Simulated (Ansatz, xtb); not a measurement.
**Relative energy of two isomers of C3H6BFO**

We compare a, `B[C@@H]1CO[C@@H]1F`, a singlet, with b, `B[C@@H]1CO[C@H]1F`, a singlet. Both are isolated molecules in the gas phase, relaxed with PBE0-D3(BJ)/def2-SVP; the shapes shown needn't be the lowest conformers.

a (Å):

```yaml
atoms:
  - { symbol: C, position_ang: [0.3459, -1.2664, -1.5152] }
  - { symbol: C, position_ang: [0.8255, 0.1194, -1.0548] }
  - { symbol: C, position_ang: [1.0201, -1.7429, -0.2246] }
  - { symbol: B, position_ang: [0.7389, -1.9136, -2.8761] }
  - { symbol: F, position_ang: [2.1358, -2.5007, -0.4530] }
  - { symbol: O, position_ang: [1.3533, -0.4470, 0.1512] }
  - { symbol: H, position_ang: [0.7837, -3.1158, -2.9786] }
  - { symbol: H, position_ang: [0.9225, -1.2271, -3.8555] }
  - { symbol: H, position_ang: [-0.7561, -1.3759, -1.4642] }
  - { symbol: H, position_ang: [0.0414, 0.8643, -0.8451] }
  - { symbol: H, position_ang: [1.6112, 0.5873, -1.6718] }
  - { symbol: H, position_ang: [0.4293, -2.2780, 0.5391] }
```

b (Å):

```xyz
12

C    -0.0836   -1.2980   -0.7125
C     1.0155   -1.4082   -1.7838
C    -0.1695   -2.8171   -0.8769
B    -1.3056   -0.3476   -0.8116
F     0.2251   -3.5150    0.2237
O     0.8081   -2.8212   -1.8699
H    -1.1714    0.7766   -1.2371
H    -2.3888   -0.7005   -0.4050
H     0.3266   -1.0703    0.2943
H     2.0408   -1.1521   -1.4692
H     0.7990   -0.9086   -2.7422
H    -1.1217   -3.2674   -1.2116
```

Energies in hartree; the thermal terms are from GFN2-xTB frequencies at re-optimised GFN2-xTB minima (ideal gas, soft modes damped towards free rotors, one conformer each, 298.15 K, 1 atm) and include the zero-point energy:

|  | a | b |
| --- | --- | --- |
| E, CCSD(T)/def2-SVP | −316.704392 | −316.702532 |
| E, MP2/def2-SVP | −316.628166 | −316.626366 |
| E, MP2/def2-TZVPP | −317.224716 | −317.223980 |
| zero-point energy | 0.086768 | 0.086700 |
| H(298 K) − E | 0.094078 | 0.094027 |
| G(298 K) − E | 0.056738 | 0.056640 |

Problem. Correct the CCSD(T) difference for the basis set by the MP2 change, then work out ΔE, ΔE₀, ΔH and ΔG for a → b in kcal/mol (1 Eh = 627.51 kcal/mol) and the equilibrium ratio [b]/[a].

Solution. 1. Differences b − a: CCSD(T) +0.001860, MP2 in the small set +0.001800, MP2 in the large set +0.000736 Eh.
2. ΔE = +0.001860 + (+0.000736 − (+0.001800)) = +0.000796 Eh = +0.50 kcal/mol.
3. ΔE₀ = ΔE + ΔZPE = +0.000796 + (−0.000068) Eh = +0.46 kcal/mol.
4. ΔH = ΔE + (−0.000051) Eh = +0.47 kcal/mol.
5. ΔG = ΔE + (−0.000098) Eh = +0.44 kcal/mol, so ΔS = (ΔH − ΔG)/T = +0.4 J/(mol K).
6. kT = 0.9442 mEh, so K = [b]/[a] = exp(−ΔG/kT) = exp(−0.74) ≈ 0.48.

The two are too close for this level to say which is favoured. An error of 1 kcal/mol in ΔG would change K by a factor of 5.4. Mirror images and further conformers aren't counted.

As drawn, both hold the same kinds of bond in the same numbers.

Other levels gave ΔE = −0.3 (GFN2-xTB); +0.2 (HF/STO-3G, GFN2-xTB geometries); +1.0 (r2SCAN-D4/def2-SVP, GFN2-xTB geometries); +0.8 (PBE0-D3(BJ)/def2-SVP); +1.1 (HF/def2-SVP); +1.1 (MP2/def2-SVP); +1.2 (CCSD(T)/def2-SVP) kcal/mol. The correlated steps freeze 6 core orbitals. Programs: Ansatz 0.2.0, xtb 6.7.1.

The isomers are diastereomers of a 2-fluorooxetane with a boryl group on the neighbouring carbon: boron and fluorine are cis in a and trans in b. With the bonds and ring strain largely matched, only through-space contacts and small differences in pucker remain, hence the tiny gap. Simple steric crowding would favour trans, yet the computed preference leans slightly to cis. A weak electrostatic attraction between fluorine and the electron-poor boron probably offsets the crowding; the two atoms are much too far apart in a for a dative bond. In both structures the empty boron p orbital lies nearly along the adjacent C–H bond, so this hyperconjugation should largely cancel.

In the small basis, HF, MP2 and CCSD(T) nearly agree, whereas enlarging the basis at MP2 removes more than half the gap, perhaps partly by reducing basis-set superposition between the cis substituents. The ratio describes equilibrium only: interconversion requires inversion of a ring stereocentre, whose barrier was not computed.
